# How much pressure does a slightly squeezed CdSe crystal hold?

Near its relaxed size, zincblende cadmium selenide answers a one per cent loss of volume with a pressure of about half a gigapascal. The same squeeze costs less than one thousandth of an electronvolt per atom. A small error in cell size therefore shows up plainly in the pressure and hardly at all in the energy. That makes the pressure the stricter test of a forecast for a cell between known volumes, here the one at 28.942 Å³/atom.

Zincblende CdSe at fixed cells and atoms, computed with Ansatz 0.2.0 using scalar-relativistic PBE without spin polarization or dispersion correction, PAW, a 420 eV plane-wave cutoff, a 10×10×10 k mesh and Gaussian smearing of 0.02 eV. Energies are taken at zero smearing, relative to solid Cd and Se in the same functional; pressure is positive in compression.

```csv
volume (Å³/atom),shortest distance (Å),energy over elements (eV/atom),pressure (GPa)
26.176,2.571,-0.557,7.680
27.068,2.600,-0.593,5.230
27.961,2.629,-0.616,3.180
28.853,2.656,-0.629,1.440
28.942,2.659,?,?
29.086,2.663,-0.631,1.040
29.745,2.683,-0.633,-0.020
30.638,2.710,-0.629,-1.250
31.530,2.736,-0.619,-2.290
32.535,2.765,-0.602,-3.270
32.720,2.770,-0.598,-3.420
```

The pressure is positive when the crystal pushes outwards and would need an external load to stay at that size. The energy over elements compares the compound with solid cadmium and solid selenium in the same functional. Along the known rows the pressure falls steadily with volume and passes through zero just below 29.745 Å³/atom. The energy has its minimum there too, as it must, because pressure is the downhill slope of energy against volume.

An interpolation is safe only if the unknown cell is the same crystal as its neighbours. The series was built with the same occupied sites at every volume, and the shortest distance offers a check. In undistorted zincblende the cubic edge is the cube root of eight atomic volumes, and the Cd–Se distance is √3/4 of that edge. For 28.942 Å³/atom this gives 2.659 Å, which matches the listed distance to the last digit, as expected when the atoms keep their zincblende sites. The known cells also keep a band gap at all sampled k points, and with it the same kind of electronic state. None of these runs raised a warning. A mesh can still miss a band crossing between its points, a general caution from the data makers' tests on other systems, but here both band edges lie at the zone centre, which is sampled, and the gap there, which PBE is known to make too small, narrows smoothly from 0.75 to 0.30 eV as the cell grows. A crossing elsewhere is therefore unlikely.

## Why the curve bends

If the energy were a parabola in the volume, equal steps in volume would change the pressure by equal amounts. They don't. The bulk modulus, B = −V·dP/dV, measures the resistance to a change of volume V. Taken from pairs of neighbouring rows, it is about 73 GPa at the compressed end and about 31 GPa between 31.530 and 32.535 Å³/atom. The stiffness more than doubles while the volume shrinks by less than a fifth.

Theory explains this mainly as a contest between two forces of different reach. Bonding pulls cadmium and selenium together and changes gently with distance. Against it stands the Pauli repulsion, which rises steeply as the electrons of neighbouring atoms are pushed into the same space. Compression brings the steep part into play, while expansion leaves the gentle part in charge. The table shows the resulting stiffness but does not divide it between the two forces, so this step rests on theory.

A rule of thumb follows from the two moduli: each per cent of volume removed makes this crystal about five per cent stiffer. Many solids behave in much the same way, because steep repulsion against softer attraction is common to them. The rule also says which way a straight line drawn through distant volumes will err. Such a line runs above the true pressure between its end points, because the curve sags below it.

## A law that already contains the bend

A good formula should have the stiffening built in. One law that does so measures compression by the finite strain

f = [(V₀/V)^(2/3) − 1]/2,

where V₀ is a reference volume, here that of the row at 29.086 Å³/atom. The strain is positive for smaller cells and negative for larger ones. Now write the energy as a cubic polynomial in f and take its slope against volume. The result is the third-order Birch–Murnaghan law,

P = (1 + 2f)^(5/2) · (a + b·f + c·f²).

The factor in front comes from converting strain back into volume, and it supplies much of the stiffening by itself. The coefficient a is the pressure at the reference volume, b largely sets the stiffness there, and c corrects the rate at which the stiffness grows. A least-squares fit to the ten known pressures gives a = 1.037, b = 143.3 and c = 142.6, all in GPa. At zero pressure the fitted curve has a bulk modulus of about 45 GPa, which rises by about 4.7 GPa for each GPa of load.

The last coefficient earns its place. Without it, the law fixes that rise at exactly 4, which is too slow for this crystal. The shorter law then misses the known pressures by typically 0.08 GPa, whereas the full law stays within 0.01 GPa of each of them.

## The forecast

The unknown cell is slightly smaller than the reference cell, so its strain is small and positive. The estimate runs as follows:

- V₀/V = 29.086/28.942 = 1.00498, so f = 0.00166.
- The bracket is 1.037 + 143.3 × 0.00166 + 142.6 × 0.00166² = 1.275 GPa.
- The factor in front is 1.0083, so P = 1.286 GPa.

The forecast for the pressure is therefore 1.29 GPa, with a range of ±0.02 GPa. The range allows for the rounding of the table and for the misfit of the law. When each known row is left out in turn and forecast from the others, the typical miss is only about 0.005 GPa.

The energy follows from the work of compression. Going from 29.086 to 28.942 Å³/atom removes 0.144 Å³ per atom against a mean pressure of about 1.16 GPa. Since 1 eV/Å³ equals about 160 GPa, the work is 0.144 × 1.16/160 ≈ 0.001 eV per atom. Added to the −0.631 eV of the reference row, it gives a forecast of −0.630 eV/atom, with a range of ±0.001 eV/atom.

This second forecast relies on pressures and energies that agree with each other. In a plane-wave calculation an incomplete basis can spoil that agreement, so it is worth testing. The known energies were fitted by a constant plus a multiple of the work integrated from the pressure law. The multiple came out as 1.002 ± 0.003, where perfect agreement would give one. An offset common to all pressures would show mainly as a misfit that tilts with volume, and none of the energies misses the fit by more than 0.0003 eV per atom. The test concerns the internal consistency of the calculation and leaves open how well the functional describes real CdSe.

The two neighbours lie so close that a ruler should do almost as well as the law. The unknown cell sits 0.089/0.233 = 0.38 of the way from the smaller neighbour to the larger. A straight line thus gives 1.44 − 0.38 × 0.40 = 1.29 GPa. A hit will confirm that the cell belongs to the curve, but it can't tell the curve from its chord.

The withheld rows as computed:

```csv
volume (Å³/atom),shortest distance (Å),energy over elements (eV/atom),pressure (GPa)
28.942,2.659,-0.630,1.290
```

## What the result teaches

Both forecasts hold. The computed pressure of 1.29 GPa agrees with the full law to within the rounding of the table, and so does the energy of −0.630 eV/atom. The cell is an ordinary point of the zincblende curve. Over so short a step the bend is too slight to show, which is why the ruler succeeds as well.

The shorter law does worse than the ruler. Fitted to the same ten rows, it puts the pressure at 1.37 GPa, too high by 0.08 GPa, although known points lie close by on both sides. The shorter law can't adjust its rate of stiffening to this crystal, so the fit gives way in the middle to limit its errors at the ends. A smooth curve through many points is thus no guarantee of a good local value. For a cell between close neighbours, the straight line is a quick check on any global fit.

## Using the curve

To find the relaxed size of such a crystal, look for the zero of the pressure before looking for the lowest energy. An error of 0.01 GPa, set against a bulk modulus of 45 GPa, shifts the volume by about 0.02 per cent. An error of 0.001 eV per atom is far more harmful, because the energy rises only with the square of the volume change. If single energies are compared, it leaves the volume uncertain by about 1.6 per cent, or half a per cent in the edge; a smooth fit through many energies does better. The advice holds only for a well converged basis, because too low a cutoff shifts all pressures by a similar amount and moves their zero with it. The energies are the check on that, as above.

The fitted zero of the pressure lies at 29.73 Å³/atom, which corresponds to a cubic edge of 6.20 Å. The measured edge is roughly 2 per cent shorter, a rough figure that I recall and that the table does not contain. PBE is known to make such lattices too large. Heat and zero-point motion, both absent here, would be expected to widen the computed cell further, so they don't explain the difference.

This offset has a practical consequence. An edge 2 per cent shorter means a volume about 6 per cent smaller, close to the row at 27.961 Å³/atom. A calculation set up with the measured cell would thus report a pressure of roughly 3 GPa for a crystal that in reality carries no load. That pressure belongs to the functional and not to the sample.

The compressed end of the curve needs a second caution. Real CdSe changes to the denser rocksalt structure at a few gigapascals, where each atom has six neighbours instead of four. These cells keep their atoms on zincblende sites, so they follow the old structure past the point where the real material would probably have left it. The two smallest cells, at 5.23 and 7.68 GPa, are best read as the elastic response of a crystal held in its old structure.

For work under load, then, take the zero-pressure volume from the same functional and express every other volume as a fraction of it. Half a gigapascal per per cent of volume is a sound first estimate close to that point, and the stiffening of five per cent per per cent corrects it farther out. Above a few gigapascals, compare the rocksalt structure before trusting either number.
